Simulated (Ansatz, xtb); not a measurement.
**Relative energy of two isomers of C3H10GeSi**

Structure X: `C=C[Si@H](C)[GeH3]`, a singlet. Structure Y: `C=C[CH2][GeH2][SiH3]`, a singlet. Both are isolated molecules in the gas phase, relaxed with B3LYP/def2-SVP; each stands in its lowest conformer found.

Question: Estimate E(Y) − E(X) at the level CCSD(T)/def2-SVP + ΔMP2/def2-TZVPP.

Answer: Calculated at CCSD(T)/def2-SVP + ΔMP2/def2-TZVPP: E(Y) − E(X) = +9.3 kcal/mol, so structure X lies lower.

How the difference moves with the method:

```tsv
level	geometry	E(Y) − E(X) (kcal/mol)	departure from the last row (kcal/mol)	job, with rough time for the two
GFN2-xTB	GFN2-xTB	−8.7	−18.1	optimisation, 0.43 s
HF/STO-3G	GFN2-xTB	+12.2	+2.9	single point, 0.49 s
r2SCAN-D4/def2-SVP	GFN2-xTB	+8.3	−1.0	single point, 4.5 s
B3LYP/def2-SVP	B3LYP/def2-SVP	+7.7	−1.7	optimisation, 59 s
HF/def2-SVP	B3LYP/def2-SVP	+8.4	−1.0	part of the CCSD(T) run
MP2/def2-SVP	B3LYP/def2-SVP	+7.6	−1.8	part of the CCSD(T) run
CCSD(T)/def2-SVP	B3LYP/def2-SVP	+7.4	−2.0	single point
CCSD(T)/def2-SVP + ΔMP2/def2-TZVPP	B3LYP/def2-SVP	+9.3		single point, 68 s
```

As drawn, Y has 1 C–C, 1 C–Ge, 2 Si–H in place of 2 C–Si, 1 C–H, 1 Ge–H.

GFN2-xTB puts the two in the other order. The largest departure from CCSD(T)/def2-SVP + ΔMP2/def2-TZVPP is that of GFN2-xTB, 18.1 kcal/mol. The last row adds to CCSD(T) the change of the MP2 difference between the two basis sets, here +2.0 kcal/mol.

With thermal terms from frequencies at re-optimised GFN2-xTB minima (ideal gas, soft modes damped towards free rotors, one conformer each, 298.15 K, 1 atm): the zero-point term adds −1.1 kcal/mol; ΔH is +8.0 and ΔG +8.5 kcal/mol.

The correlated steps freeze 17 core orbitals; the filled d shell of Ge is correlated, in a basis made for valence electrons. Mirror images aren't counted in ΔG. Programs: Ansatz 0.2.0, xtb 6.7.1; the last row on 4 threads of Arm Neoverse V1 on a shared host.

The vinylsilane X is favoured over the allylgermane Y by 9.3 kcal/mol, and the thermal terms leave that order intact. Both isomers keep the C=C and Si–Ge bonds, so the preference comes from how carbon and hydrogen are shared out among the remaining bonds. X gains a strong C–H bond and two strong, polar Si–C bonds, which probably outweigh the C–C bond and the additional Si–H bonds of Y. The weaker Ge–C bond in Y also counts against it.

Hartree–Fock already gives the right sign and nearly the full size of the gap, so the preference doesn't depend on a subtle correlation effect. The reversed order from GFN2-xTB probably reflects an imbalance in its parametrised description of bonds to silicon and germanium. The result ranks these two isomers only, and says nothing about the barrier between them or whether another isomer of the same formula lies lower.
